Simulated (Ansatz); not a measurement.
## Compressing Mn2Al3: a fit and a missing row

Mn2Al3, P4_132, a = 6.333 Å. The structure is a Materials Project entry; whether it is the stable form wasn't checked. Ansatz: PBEsol, PAW, 420 eV, Γ-centred 6×6×6 mesh on 20 atoms, Gaussian smearing 0.10 eV; no spin polarisation. Shape and atoms are relaxed at each volume; pressure is positive in compression.

```
V (Å³/atom) P (GPa)
     11.178        ?
     11.559    19.57
     11.940    11.99
     12.321     5.52
     12.703    -0.01
     13.084    -4.73
     13.465    -8.76
     13.973   -13.22
```

Q: Take V0 = 12.703 Å³/atom, count pressures from its P0 = -0.01 GPa, fit the third-order Birch–Murnaghan form to the other rows, and predict the missing pressure.

A: With the Eulerian strain f = ½[(V0/V)^(2/3) − 1] and y = (P − P0)/[3f(1 + 2f)^(5/2)], the form is the line y = B0 + 1.5 B0 (B0′ − 4) f. Rows (f, y): 0.03247, 171.7; 0.02108, 171.1; 0.01028, 170.4; -0.00975, 169.5; -0.01905, 168.7; -0.03078, 167.7. Means f = 0.0007083, y = 169.85; Σ(Δf)² = 0.003007, ΣΔfΔy = 0.1836; the slope is their ratio. y = 169.8 + 61.05 f GPa, so B0 = 169.8 GPa and B0′ = 4 + 2 × (61.05)/(3 × 169.8) = 4.24. At V = 11.178, f = 0.04450, y = 172.52 and P = 28.49 GPa. The run gave 28.45 GPa, so the fit is 0.04 GPa too high, a small miss on the scale of the series.

Cost: 8 runs of about 11 core-minutes in all, on Intel Xeon 6975P-C (Granite Rapids) (shared hosts).

The resistance to compression grows steadily as the cell shrinks, and B0′ = 4.24 lies close to the value at which the third-order term vanishes. Most of the curvature in pressure against volume is therefore already contained in the finite-strain form. Physically, shorter contacts raise the kinetic energy of the valence electrons and the overlap repulsion faster than bonding can compensate. The bulk modulus of 169.8 GPa is far above that of elemental aluminium, probably because Mn d states hybridise with Al sp states and add directional cohesion to a soft free-electron-like background.

The close prediction at 11.178 Å³/atom supports a smooth equation of state slightly beyond the fitted range, with no sign of an abrupt electronic or structural change along this path. It is a weaker test of B0′ than of B0, since the strain-dependent term contributes little to the pressure there. If local Mn moments survive in expansion, magnetovolume coupling would probably enlarge the equilibrium cell and soften it.
